Q: I have GaSb at three squeezed volumes and one stretched volume. If I stretch the crystal further, does the pull it exerts keep growing at the same rate?

A: Read the pressure column first. Positive pressure means that the crystal pushes outward, negative pressure that it is under tension. The shortest distance is the Ga–Sb bond, and the energy is counted from the elements in their standard forms.

GaSb (space group F-43m, two-atom cell) at fixed geometries, computed with Ansatz 0.2.0: scalar-relativistic PBEsol, PAW, no spin polarization, plane-wave cutoff 420 eV, 12×12×12 k mesh, Gaussian smearing of 0.1 eV. Energies are taken at zero smearing, relative to the elements' standard forms in the same functional; pressure is positive in compression.

```
volume (Å³/atom)  shortest distance (Å)  energy over elements (eV/atom)  pressure (GPa)
          27.075                  2.600                          -0.111           3.050
          27.136                  2.602                          -0.112           2.900
          27.354                  2.609                          -0.116           2.390
          29.991                  2.691                          -0.113          -2.290
          31.260                  2.728                               ?               ?
          32.313                  2.758                               ?               ?
```

The three smallest cells push outward and the cell at 29.991 Å³/atom pulls inward, so the crystal is at rest somewhere between. The rate is already changing. Among the squeezed cells the pressure drops by 2.4 GPa for each Å³ per atom added, but from the last of them to the stretched cell by only 1.8 GPa on average. I therefore expect tension to keep growing, with each added Å³ contributing less than the one before.

Q: Why should a crystal be stiffer when squeezed than when stretched?

A: Two tendencies balance in a bond. Pushing the atoms together makes their electron clouds overlap, and the resulting repulsion rises very steeply as the distance shrinks. The attraction from shared electrons changes more gently with distance. Squeezing therefore meets a quickly hardening resistance, while stretching works against a force that gains less and less. This is the standard picture of bonding; the table gives only the total energy and pressure, not the two parts.

Q: Can you turn that into numbers for the two missing cells?

A: I write the energy as a cubic polynomial in the inverse square of the crystal's length scale, which is the third-order Birch–Murnaghan form. That variable changes quickly on squeezing and slowly on stretching, so the lopsidedness is partly built in. With V the volume per atom and 29.991 Å³ as reference, the pressure P becomes

u = (29.991/V)^(2/3)
P = u^(5/2) × [c₀ + c₁(u − 1) + c₂(u − 1)²]

A least-squares fit to the four known pressures gives c₀ = −2.29, c₁ = 66 and c₂ = 41 GPa. The fitted curve puts zero pressure at 28.5 Å³/atom, where a volume change of one percent costs about half a GPa.

Q: Three constants from four points! How far do you trust that?

A: Not far without a margin. The squeezed cells lie close together, so the single stretched cell carries much of the weight. Leaving out each known row in turn and refitting gives a root-mean-square error of 0.5 GPa, nearly all of it from trying to reach the stretched cell from the squeezed ones. A shorter form without c₂ gives 0.09 GPa. I still prefer the longer form, because the shorter one misses a known pressure by 0.014 GPa, more than the printed digits allow. The difference between the two forms serves as my error bar, which is a judgement and not a statistical confidence limit.

Q: The gap closes on stretching in your calculation. Doesn't that spoil a smooth curve?

A: It could leave a small step in the computed pressure. The direct gap at Γ, the centre of the Brillouin zone, shrinks from 0.38 to 0.30 eV over the squeezed cells and is zero in the stretched one. Pressure, however, comes from all the occupied states, and the gap closes at one point among many. If two bands exchange order at that single point of the k mesh, I estimate a step of about 0.02 GPa, well inside the error bars. It comes from the sampling: on a denser mesh Γ counts for less, and the step should shrink. The closure itself should not be taken for real GaSb near its rest volume: PBEsol makes gaps too small. The missing spin–orbit coupling is not to blame, since it is expected to raise the top of the valence band and narrow the gap further.

Q: Then commit yourself.

A: For pressure I forecast −3.79 ± 0.10 GPa at 31.260 Å³/atom and −4.76 ± 0.21 GPa at 32.313. Continuing the last average rate in a straight line would instead give −6.4 GPa in the larger cell, so the forecast rests on the softening.

The energy follows from the work done against the tension. For the first missing cell, the mean of the known and the forecast pressure is good enough, with 160.2 GPa equal to 1 eV/Å³:

mean tension = (2.29 + 3.79)/2 = 3.04 GPa
added volume = 31.260 − 29.991 = 1.269 Å³/atom
added energy = 3.04 × 1.269/160.2 = 0.024 eV/atom
energy over elements = −0.113 + 0.024 = −0.089 eV/atom

Integrating the whole curve gives the same value, with an error bar of 1.4 meV/atom. For the larger cell it gives −0.061 eV/atom, with a bar of 2.5 meV/atom. Both energies should thus lie above that of the known stretched cell, yet still below the elements.

Q: Here are the computed values.

The withheld rows as computed:

```
volume (Å³/atom)  shortest distance (Å)  energy over elements (eV/atom)  pressure (GPa)
          31.260                  2.728                          -0.089          -3.800
          32.313                  2.758                          -0.061          -4.770
```

A: All four forecasts fall within their bars. The tension is slightly larger than I said in both cells, by about 0.01 GPa, which is the step to which the pressures are rounded (the third decimal in the table is only a filled-in zero) and deserves no explanation. The energies agree to the digits shown. Between the two new cells each added Å³ per atom brings only 0.92 GPa of extra tension, about half the average rate across the rest volume.

Q: Your error bars look far too generous.

A: For these two cells they were. The shorter form would have overstated the tension by 0.09 and 0.20 GPa, so nearly the whole of each bar was the error of the form I had rejected. The curvature seen in the known rows was real enough to carry outward. Two hits do not show that such bars are always too wide, and one poor value in the single stretched row would have bent the whole forecast. That row also names a particular set of atomic potentials, while the other known rows name none. Yet the raw total energies, before the elements are subtracted, differ from cell to cell by what the integrated pressures give, to within 1 meV/atom. Other potentials would be expected to shift them far more, so the set was very likely the same.

Q: What does the energy tell me about the strength of the crystal?

A: Less than it seems. The fitted curve has its minimum at −0.124 eV/atom, so at 32.313 Å³/atom, a stretch of about 13 percent in volume, half of the advantage over the elements is gone. That advantage is only the small difference between Ga–Sb bonding and the bonding in solid gallium and antimony. Pulling the crystal apart into atoms costs far more, so the bonds are nowhere near half broken.

Q: Would GaAs behave the same way?

A: The same reasoning gives a curve of the same shape. GaAs has shorter, stiffer bonds, so its pressure should change more for the same percentage change in volume. It too should soften on stretching, because the repulsion between its atoms also fades faster than the attraction. To place the curve, you would want known cells well spread on both sides of the rest volume, rather than three close neighbours on one side.
